Problem: the 2E ground state of the allene cation, C3H4+, in D2d

Conventions. Spin-free Hamiltonian, real diabatic states |x>, |y> with x, y in the σd planes. g = ½∇(Hxx − Hyy), h = ∇Hxy, s = ½∇(Hxx + Hyy). Linear model in dimensionless normal coordinates, with the a1 coordinates held at the minimum of the D2d seam:
H = ½Σ ħωi Qi² · 1 + (λ5Q5 + λ6Q6 + λ7Q7) σz + λ4Q4 σx.

Data in eV (ħω typical of neutral allene, λ assumed):
ν4, b1 torsion: ħω 0.107, λ 0.33
ν5, b2 CH stretch: 0.373, 0.05
ν6, b2 CCC stretch: 0.243, 0.32
ν7, b2 CH2 scissors: 0.173, 0.10
Typical distance of H from the CCC axis r = 0.93 Å; mH = 1.008 u.

Find (a) the symmetries of g, h, s; (b) seam dimensions in D2d, C2v, D2, Cs, C1; (c) |g|, |h|, asymmetry; (d) the tilt on the C2v seam at Q7 = 1, Q5 = 0; (e) the Jahn-Teller stationary points.

Solution

(a) H is invariant, so each coordinate transforms like the matrix it multiplies. Symmetric square [E²] = A1 + B1 + B2. S4 reverses σz and σx; σd keeps σz and reverses σx. Hence g is b2, h is b1, s is a1. Then g·h = s·g = s·h = 0: no tilt anywhere on the D2d seam.
In a trigonal group C3 turns the pair (σz, σx) by 240°, so g, h span an e mode and |g| = |h|. S4 turns it by 180° without mixing, so the lengths are independent.

(b) Degeneracy needs Hxx − Hyy = 0 and Hxy = 0. Among the N_sym totally symmetric coordinates of a group, symmetry supplies both conditions for one degenerate irrep (required, N_sym), one for different 1D irreps, where g, s are totally symmetric and h is Γ1 × Γ2 (allowed, N_sym − 1), none for equal irreps (accidental, N_sym − 2).
Vibrational characters (E, 2S4, C2, 2C2′, 2σd): 15, −1, −1, 1, 5, giving 3a1 + b1 + 3b2 + 4e. N_sym is the average character over the subgroup.
D2d, E: N_sym 3, seam 3
C2v, B1 + B2: 6, seam 5
D2, B2 + B3: 4, seam 3
Cs, A′ + A″: 10, seam 9
C1, A + A: 15, seam 13
In D2 the adapted states are (|x> ± |y>)/√2, g and h swap roles, and the condition Q4 = 0 returns the D2d seam. All counts are local sections of one 13-dimensional seam.

(c) Mass-weighted components are λ√(ħω/ε), ε = ħ²/(u Å²) = 4.180 meV. In eV/(u^½ Å): g5 = 0.47, g6 = 2.44, g7 = 0.64, |g| = 2.57, |h| = 1.67.
Δ = (g² − h²)/(g² + h²) = 0.41.
Gap = 2√[(g·q)² + (h·q)²]; for a step of 0.10 u^½ Å it is 0.51 eV along g, 0.33 eV along h.
Δ depends on the metric: in dimensionless Q, |g| = 0.339 eV, |h| = 0.33 eV, Δ = 0.03, a numerical near-coincidence.

(d) Q4 = 0 and Q6 = −λ7Q7/λ6 = −0.3125. With si = ħωi Qi √(ħωi/ε): s6 = −0.58, s7 = 1.11 eV/(u^½ Å). Tilt s·g/|g|² = −0.11; s·h = 0 still, since h is a2 in C2v. A neglected term γQ6Q7 · 1 with an assumed |γ| = 0.02 eV shifts the tilt by 0.05, so only its order of magnitude is fixed.

(e) Lower sheet, energies from the seam minimum.
D2: |Q4| = λ4/ħω4 = 3.08, E = −λ4²/(2ħω4) = −0.51 eV.
C2v: E = −Σ λi²/(2ħωi) over b2 = −0.24 eV. Curvature along Q4 there is ħω4 − λ4²/(2|E|) = −0.12 eV: a saddle point for torsion towards D2.
Twist: q4 = Q4√(ε/ħω4) = 0.61 u^½ Å; reduced moment mH r² = 0.87 u Å²; Δτ = q4/√(mH r²) ≈ 37°, dihedral ≈ 53°. λ4 was chosen to reproduce the typical dihedral near 50°, so this is no test. The values in (c) to (e) are the model's; (a) and (b) follow from symmetry alone, provided g and h do not vanish.